# The infinite-order regular approximation and its residual error

Heavy atoms such as Cs, Hf, W, Pb and Bi need relativistic kinematics, because electrons move fast near their nuclei. The Dirac equation supplies it with four-component spinors. Many codes work instead with two components, and the infinite-order regular approximation (IORA; Dyall and van Lenthe, 1999) is one such reduction. Below it is derived from the Dirac equation, the term it leaves out is isolated, and the resulting error in an eigenvalue is evaluated. Error means the departure from the exact Dirac eigenvalue in the same potential.

## 1. Premises and conventions

1. Hartree atomic units are used: $\hbar=m_e=e=4\pi\varepsilon_0=1$, energies in hartree ($1\,E_h=27.211$ eV), lengths in bohr ($0.5292$ Å), and $c=1/\alpha=137.036$. The rest energy is $c^2$, and $2c^2=37557.7\,E_h=1.022$ MeV.
2. One electron moves in a fixed, local, static potential energy $V(\mathbf r)\le 0$ that vanishes at infinity and behaves as $-Z/r$ at a point nucleus with $Z<c$.
3. The energy $E$ is counted from the rest energy, so bound levels have $-2c^2<E<0$.
4. $\mathbf p=-i\nabla$, and $\boldsymbol\sigma$ are the Pauli matrices, with $(\boldsymbol\sigma\cdot\mathbf a)(\boldsymbol\sigma\cdot\mathbf b)=\mathbf a\cdot\mathbf b+i\boldsymbol\sigma\cdot(\mathbf a\times\mathbf b)$. The Hermitian operator $\boldsymbol\sigma\cdot\mathbf p$ is written $\Pi$, and $\Pi^2=p^2$.

With large component $\phi$ and small component $\chi$, each a two-spinor, the Dirac equation is

$$V\phi+c\Pi\chi=E_D\phi,\qquad c\Pi\phi+(V-2c^2)\chi=E_D\chi .\tag{1}$$

Define the positive function

$$W(\mathbf r)=2c^2-V(\mathbf r)\ge 2c^2 .$$

## 2. Exact elimination and the regular ansatz

By premise 3, $W+E_D>0$ everywhere, so the second equation in (1) can be divided by it:

$$\chi=\frac{c}{W+E_D}\,\Pi\phi .\tag{2}$$

Insertion in the first equation gives an exact equation for $\phi$ alone:

$$\Big[V+\Pi\frac{c^2}{W+E_D}\Pi\Big]\phi=E_D\phi .\tag{3}$$

The operator depends on its own eigenvalue, so (3) is no linear eigenproblem. The Pauli route expands the denominator in $(E-V)/2c^2$. That parameter diverges at a nucleus and exceeds one inside $r_0\approx Z/2c^2$, which is $1.46\times10^{-3}$ bohr for $Z=55$. The regular route expands in $E/W$, which obeys $|E/W|\le|E|/2c^2<1$ at every point and shrinks toward the nucleus. Its lowest order replaces (2) by an energy-independent relation between a trial large component $\psi$ and its small component:

$$\chi_{\rm trial}=X\psi,\qquad X=\frac{c}{W}\Pi,\qquad X^\dagger=\Pi\frac{c}{W}.\tag{4}$$

## 3. IORA from the Dirac Rayleigh quotient

The solutions of (1) are the stationary points of $\mathcal E[\Psi]=\langle\Psi|H_D|\Psi\rangle/\langle\Psi|\Psi\rangle$. Restrict $\Psi$ to the form $(\psi,X\psi)$. The numerator has four terms,

$$\langle\psi|\,V+c\Pi X+cX^\dagger\Pi-X^\dagger WX\,|\psi\rangle ,$$

where $V-2c^2=-W$ was used in the last one. By (4), each of $c\Pi X$, $cX^\dagger\Pi$ and $X^\dagger WX$ equals $\Pi(c^2/W)\Pi$. They enter with signs $+,+,-$, so one copy survives:

$$H_{\rm ZORA}=V+\Pi\frac{c^2}{W}\Pi .\tag{5}$$

This is the Hamiltonian of the zeroth-order regular approximation (ZORA). The denominator is $\langle\psi|N|\psi\rangle$ with

$$N=1+X^\dagger X,\qquad X^\dagger X=\Pi\frac{c^2}{W^2}\Pi .\tag{6}$$

Both operators are Hermitian and $N\ge1$. Setting to zero the variation of the quotient with respect to $\psi^\dagger$ gives the IORA equation:

$$H_{\rm ZORA}\,\psi=E_I\,(1+X^\dagger X)\,\psi .\tag{7}$$

It is a generalised eigenproblem $Hv=ENv$, the form that any code with a non-orthogonal basis already solves. ZORA sets $N=1$. IORA keeps $N$ whole, which amounts to keeping all powers of $X^\dagger X$ in $N^{-1/2}H_{\rm ZORA}N^{-1/2}$. Infinite order refers to this normalisation alone; the relation (4) stays approximate.

Spin-orbit coupling is contained in (5). For a function $K(\mathbf r)$, $\mathbf p\times K\mathbf p=-i(\nabla K)\times\mathbf p$, since $\mathbf p\times\mathbf p=0$. The Pauli identity then gives

$$\Pi K\Pi=\mathbf p\cdot K\mathbf p+\boldsymbol\sigma\cdot(\nabla K\times\mathbf p).\tag{8}$$

For central $K$ the last term is $(K'/r)\,\boldsymbol\sigma\cdot\mathbf L$, which vanishes on an s-type large component.

## 4. The omitted term

The algebraic identity

$$\frac1{W+E}=\frac1W-\frac{E}{W^2}+\frac{E^2}{W^2(W+E)}\tag{9}$$

is verified by multiplying through by $W^2(W+E)$: $W^2=W(W+E)-E(W+E)+E^2$. Insert (9) in (3). The first term completes $H_{\rm ZORA}$, and the second is $-E_DX^\dagger X$ by (6). The exact equation becomes

$$\big[H_{\rm ZORA}-E_DN+E_D^2\,\mathcal R\big]\phi=0,\qquad \mathcal R=\Pi\frac{c^2}{W^2(W+E_D)}\Pi .\tag{10}$$

Comparison with (7) shows that IORA is exact through first order in $E/W$ and omits $E^2\mathcal R$. To leading order in $E/W$ the omitted term is

$$E^2\,\boldsymbol\sigma\cdot\mathbf p\,\frac{c^2}{(2c^2-V)^3}\,\boldsymbol\sigma\cdot\mathbf p .\tag{11}$$

$\mathcal R$ is a positive function sandwiched between two factors $\Pi$, so it is a positive operator.

## 5. The eigenvalue error

**Exact identity.** Project (10) on the IORA solution $\psi$. The adjoint of (7) gives $\langle\psi|H_{\rm ZORA}=E_I\langle\psi|N$, so

$$E_D-E_I=E_D^2\,\frac{\langle\psi|\mathcal R|\phi\rangle}{\langle\psi|N|\phi\rangle}.\tag{12}$$

**First order.** Project (10) on $\phi$ instead. The IORA quotient evaluated with $\phi$ equals $E_D-\Delta$, where

$$\Delta=E_D^2\,\frac{\langle\phi|\mathcal R|\phi\rangle}{\langle\phi|N|\phi\rangle}>0 .\tag{13}$$

The quotient is stationary at $\psi$, so $E_I$ differs from $E_D-\Delta$ only at second order in $\phi-\psi$. Away from the nucleus $E^2\mathcal R\approx E^2p^2/8c^4=\lambda\,p^2/2$ with

$$\lambda=\frac{E^2}{4c^4}=\Big(\frac{E}{2c^2}\Big)^2 .\tag{14}$$

The omitted term thus rescales the kinetic energy by the fraction $\lambda$. For a level with no near-degenerate partner of the same symmetry, $\phi-\psi$ is of order $\lambda$, and $E_D-E_I=\Delta\,[1+O(\lambda)]$. IORA levels lie below the Dirac levels. For the lowest level of a symmetry, $E_I$ is the minimum of the quotient, and $E_D-E_I\ge\Delta$ holds strictly.

**Why below.** Equation (2) gives $c\Pi\phi=(W+E_D)\chi$, so $X\phi=\chi+\eta$ with $\eta=(E_D/W)\chi$. The trial spinor is the exact one plus $(0,\eta)$. Since $H_D-E_D$ annihilates the exact spinor, only the lower diagonal block acts: $\langle\Psi|H_D-E_D|\Psi\rangle=-\langle\eta|W+E_D|\eta\rangle$. A wrong small component lowers the quotient, because it mixes in states near $-2c^2$. The restricted quotient gives no upper bound. In terms of $\chi$, with $\langle\phi|\phi\rangle+\langle\chi|\chi\rangle=1$ and $w=\langle\chi|\chi\rangle$,

$$\Delta=\frac{E_D^2\,\langle\chi|(W+E_D)W^{-2}|\chi\rangle}{1-w+\langle\chi|(1+E_D/W)^2|\chi\rangle}.\tag{15}$$

**Leading order.** With the mass restored, $H_D=c\boldsymbol\alpha\cdot\mathbf p+(\beta-1)mc^2+V$, where $\beta$ is $+1$ on $\phi$ and $-1$ on $\chi$. The Hellmann–Feynman theorem gives $\partial E_D/\partial m=c^2\langle\beta-1\rangle=-2c^2w$. Define $T_D=-m\,\partial E_D/\partial m=2c^2w$. For the Schrödinger Hamiltonian the same derivative is $\langle T\rangle=\langle p^2\rangle/2m$, so $T_D\to\langle T\rangle$ as $c\to\infty$. In (15) expand $(W+E)/W^2=(1/2c^2)[1+(V+E)/2c^2+\dots]$. The denominator is $1+O(wE/c^2)$, a correction of order $c^{-4}$. Then

$$\Delta=\frac{E_D^2\,T_D}{4c^4}\Big[1+\frac{\langle V\rangle_\chi+E_D}{2c^2}+\dots\Big],\tag{16}$$

with $\langle V\rangle_\chi=\langle\chi|V|\chi\rangle/w$. The leading result is

$$\boxed{E_D-E_I\approx\frac{E^2\langle T\rangle}{4c^4}}\tag{17}$$

In any units it reads $E^2\langle T\rangle/(2m_ec^2)^2$. At this order it is free of spin: the spin-orbit part of (11) contains $\nabla V$ and belongs to the bracket of (16).

The same steps for ZORA, which also drops $-EX^\dagger X$ from (10), give $E_D-E_{\rm ZORA}\approx-E\langle X^\dagger X\rangle\approx-E\langle T\rangle/2c^2$. The IORA error is smaller by the factor $|E|/2c^2$.

**Free-particle test.** For $V=0$ the algebra of (9) to (13) needs only $W+E>0$. Equation (7) gives $E_I=(p^2/2)/(1+p^2/4c^2)=p^2/2-p^4/8c^2+p^6/32c^4-\dots$, and (1) gives $E_D=c^2[(1+p^2/c^2)^{1/2}-1]=p^2/2-p^4/8c^2+p^6/16c^4-\dots$ The difference $p^6/32c^4$ is (17) with $E=\langle T\rangle=p^2/2$.

## 6. Hydrogenic levels

For $V=-Z/r$ the Schrödinger values are $E=-Z^2/2n^2$ and, by the virial theorem, $\langle T\rangle=Z^2/2n^2$. Then $E^2\langle T\rangle=Z^6/8n^6$, and

$$E_D-E_I\approx\frac{Z^6}{32\,n^6c^4}.\tag{18}$$

The next order for $ns_{1/2}$ follows from (16). Let $a=Z^2/c^2$ and $\gamma=\sqrt{1-a}$.

- The scaling $r\to r/m$ makes $E_D\propto m$, so $T_D=-E_D$ and $w=-E_D/2c^2$ exactly.
- The Dirac level is $E_D=c^2\{[1+a/(n-1+\gamma)^2]^{-1/2}-1\}=-(Z^2/2n^2)[1+a(1/n-3/4n^2)+\dots]$. Its cube contributes $a(3/n-9/4n^2)$.
- To leading order $\chi=\Pi\psi/2c$, so by (8) $\langle V\rangle_\chi=\int V|\nabla\psi|^2/\langle p^2\rangle$. For real $\psi$, $|\nabla\psi|^2=\tfrac12\nabla^2\psi^2-\psi\nabla^2\psi$. With $\nabla^2V=4\pi Z\delta^3(\mathbf r)$ and $-\nabla^2\psi=2(E-V)\psi$, the integral is $2\pi Z\psi(0)^2+2E\langle V\rangle-2\langle V^2\rangle$. The $ns$ values $\psi(0)^2=Z^3/\pi n^3$, $\langle V\rangle=-Z^2/n^2$, $\langle V^2\rangle=2Z^4/n^3$ make it $-2Z^4/n^3+Z^4/n^4$. Division by $\langle p^2\rangle=Z^2/n^2$ gives $\langle V\rangle_\chi=-Z^2(2/n-1/n^2)$, and the bracket of (16) is $1-a(1/n-1/4n^2)$.

The sum of the two corrections is $a(2/n-2/n^2)$:

$$E_D-E_I=\frac{Z^6}{32n^6c^4}\Big[1+\frac{2a(n-1)}{n^2}+\dots\Big].\tag{19}$$

For $1s$ the correction vanishes. Take the one-electron ion with $Z=55$, where $a=0.161$ and $\gamma=0.916$. Equation (18) gives $2.45\,E_h=66.7$ eV. In the Dirac $1s$ state both components have the radial density $x^{2\gamma}e^{-x}$ with $x=2Zr$, $w=(1-\gamma)/2=0.042$, and $2c^2/W=x/(x+a)$. Numerical integration of (15) gives $\Delta=67.6$ eV.

## 7. Illustration: the 6s level of a caesium model

A valence electron is weakly bound, yet it dives through the core, so $\langle T\rangle$ is much larger than $|E|$. The model potential must therefore keep the full nuclear charge and the five radial nodes; the nodeless orbital of a pseudopotential lacks the kinetic energy of the inner lobes. Take a Coulomb tail plus an exponentially screened (Hulthén) core,

$$V(r)=-\frac1r-\frac{(Z-1)\,\delta}{e^{\delta r}-1},\qquad Z=55,\tag{20}$$

which tends to $-Z/r$ at the nucleus and to $-1/r$ outside.

**Quantisation rule.** Let $u=\sqrt{4\pi}\,r\psi$, $k(r)=\sqrt{2(E-V)}$, and let $r_2$ be the outer turning point. Near the nucleus $E$ and the screening are negligible, and the regular solution is $u=C\sqrt r\,J_1(y)$ with $y=\sqrt{8Zr}=\int_0^r k\,dr'$. For large $y$, $J_1\to\sqrt{2/\pi y}\,\sin(y-\pi/4)$. The WKB solution that decays beyond $r_2$ is proportional to $k^{-1/2}\sin(\int_r^{r_2}k\,dr'+\pi/4)$. The two match when the phases add to a multiple of $\pi$:

$$S=\int_0^{r_2}k\,dr=n\pi ,\tag{21}$$

with $n-1$ nodes. The rule returns the exact s levels in both limits of (20). For $-Z/r$, $S=\pi Z/\sqrt{-2E}$. For $-Z\delta/(e^{\delta r}-1)$, $S=(\pi/\delta)(\sqrt{\kappa^2+2Z\delta}-\kappa)$ with $E=-\kappa^2/2$, whence $\kappa=Z/n-n\delta/2$, the exact Hulthén spectrum. For the sum (20) it is an approximation.

**Kinetic energy.** With the mass restored, $S\propto\sqrt m$ at fixed $E$, so $m\,\partial S/\partial m=S/2$, while $\partial S/\partial E=\tau\equiv\int_0^{r_2}dr/k$ at $m=1$. Holding $S=n\pi$ fixed,

$$\langle T\rangle=-m\frac{\partial E}{\partial m}=\frac{S}{2\tau}=\frac n2\,E',\qquad E'\equiv\frac{dE}{dn}=\frac\pi\tau .\tag{22}$$

**Density at the nucleus.** The normalised WKB amplitude is $u^2\approx(2/\tau k)\sin^2$, since $\sin^2$ averages to $1/2$. With $k=y/2r$, matching to $C^2r\,(2/\pi y)\sin^2$ gives $C^2=2\pi/\tau$. From $J_1\approx y/2$ at small $y$, $\psi(0)^2=2ZC^2/4\pi=ZE'/\pi$, the Fermi–Segrè formula.

**Inputs and numbers.** The screening constant is chosen so that the $n=6$ level sits at $E=-3.89$ eV $=-0.143\,E_h$, an approximate first ionisation energy of caesium taken as given. The effective quantum number is $\nu=(-2E)^{-1/2}=1.87$ and $r_2=1/|E|=7.0$ bohr $=0.37$ nm, the core term being negligible there. The choice $\delta=4.05$ bohr$^{-1}$ ($7.65$ Å$^{-1}$) gives $S/\pi=6.00$ by numerical quadrature. The level energy is thus fitted and tests nothing. Quadrature also gives $\tau=19.9$, and (22) yields

$$E'=0.158\,E_h,\qquad\langle T\rangle=0.474\,E_h=12.9\ \text{eV}.$$

A bare $-1/r$ potential at the same energy has $\tau=\pi\nu^3=20.5$. The electron spends nearly all its time outside the core, so $\tau$, and with it $\langle T\rangle$, is set mostly by the fitted $E$ and by $n$, and depends weakly on the shape of the core term. Equation (17) gives

$$E_D-E_I\approx\frac{(0.143)^2(0.474)}{4\,(137.036)^4}=6.9\times10^{-12}\,E_h=1.9\times10^{-10}\ \text{eV}.$$

The ZORA error of the same level is $|E|\langle T\rangle/2c^2=49\ \mu$eV, and the ratio is $|E|/2c^2=3.8\times10^{-6}$. Formula (18) with $Z=55$, $n=6$ would give $1.4$ meV, too large by about seven orders of magnitude, because it uses the energy of an unscreened orbit.

**Next order.** Two corrections arise near the nucleus. First, $\psi=\psi(0)\,2J_1(y)/y$ has $\psi'=-8Z\psi(0)J_2(y)/y^2$, from $(J_1/y)'=-J_2/y$ and $dy/dr=4Z/y$. With $r=y^2/8Z$ and $dr=y\,dy/4Z$, $4\pi\int Zr\,\psi'^2dr=8\pi Z\psi(0)^2\int_0^\infty J_2^2\,dy/y=2\pi Z\psi(0)^2=2Z^2E'$, as the integral is $1/4$. Division by $\langle p^2\rangle=nE'$ gives $\langle V\rangle_\chi\approx-2Z^2/n$, so the bracket of (16) is $1-a/n$, lower by 2.7 %; screening, neglected here, reduces this somewhat. Second, at small $|E|/c^2$ the Dirac levels of section 6 tend to $-Z^2/2(n-1+\gamma)^2$, which amounts to $S=(n-1+\gamma)\pi$ in (21) with a mass-independent $\gamma$. With the core refitted to the same $E$, $T_D$ lies below (22) by $(1-\gamma)/n=1.4$ %. The total is about 4 %, which gives $1.8\times10^{-10}$ eV. Given the semiclassical rule and the simple core, without exchange or polarisation, one figure is supported: the model's residual is about $0.2$ neV.

**A neglected effect that is larger.** Premise 2 freezes the potential. In a self-consistent calculation the core orbitals carry their own IORA error and pass it on through the screening. For a hydrogenic $1s$ pair, (14) gives $\lambda=a^2/16=1.62\times10^{-3}$. IORA lacks $\lambda p^2/2$, so it acts as a mass $1+\lambda$ and raises the exponent $\zeta$ of $e^{-\zeta r}$ from $Z$ to $Z(1+\lambda)$. (For $1s$ the small-component density has the same shape as the large one at this order, so its altered weight drops out on normalisation.) The repulsion from the pair is $v=2[1/r-e^{-2\zeta r}(\zeta+1/r)]$, so $\delta v=\lambda Z\,\partial v/\partial\zeta=2\lambda Z e^{-2Zr}(1+2Zr)$. Averaging over the 6s density $\psi(0)^2\,4J_1^2/y^2$ with $t=Zr$ gives

$$\delta E_{6s}=\frac{8\lambda E'}{Z}\,\mathcal I,\qquad \mathcal I=\frac12\int_0^\infty t(1+2t)e^{-2t}J_1^2(\sqrt{8t})\,dt=0.054 .$$

The model's 6s level rises by about $2\times10^{-6}\,E_h$, or $5\times10^{-5}$ eV. This is an order-of-magnitude estimate, without exchange, outer screening of the $1s$ energy or relaxation of other shells. It exceeds the direct residual by about five orders of magnitude, has the opposite sign, and is still far below $k_BT=26$ meV at 300 K.

## 8. Range of validity

- **Exact parts.** Equations (10) and (12) need only a local potential with $W>0$ and $W+E_D>0$. A nonlocal potential, such as exact exchange, does not commute with $\mathbf r$, and the pointwise divisions in (2) and (9) become operator inverses.
- **First order.** Equations (13) and (15) need $\lambda=(E/2c^2)^2\ll1$ and no near-degenerate level of the same symmetry.
- **Leading formula.** Equation (17) needs in addition $|\langle V\rangle_\chi|\ll 2c^2$. For s levels the corrections are of relative order $(Z/c)^2/n$: about 4 % for the model 6s level, and as in (19) for hydrogenic ions. Equation (18) holds for a bare Coulomb field only.
- **Zero of the potential.** A shift $V\to V+V_0$ moves $E_D$ by exactly $V_0$, but turns (17) into $(E+V_0)^2\langle T\rangle/4c^4$, so IORA level differences depend on the zero. In a periodic crystal that zero is a convention. A shift of $-10$ eV multiplies the model's 6s residual by $(13.89/3.89)^2\approx13$, which is harmless. For the $1s$ level of the $Z=55$ ion, with Schrödinger energy $-41.2$ keV, it changes the residual by the fraction $2V_0/E$, or $0.032$ eV, which matters when deep core levels are compared between environments.
- **Scope.** The result concerns one-electron eigenvalues in a fixed potential. For valence states the direct residual, about $0.2$ neV in the caesium model, is negligible, and the IORA error of a self-consistent valence level is set by the core, at tens of $\mu$eV in the model's estimate. For the innermost shell the residual grows as $Z^6$. The hydrogenic estimate (18) with $n=1$ gives tens of eV for Cs ($66.7$ eV at $Z=55$), rising to several hundred eV for the heavier atoms: $0.34$ keV for Hf ($Z=72$), $0.40$ keV for W ($Z=74$), $0.73$ keV for Pb ($Z=82$) and $0.79$ keV for Bi ($Z=83$). These values refer to the bare Coulomb field of one-electron ions.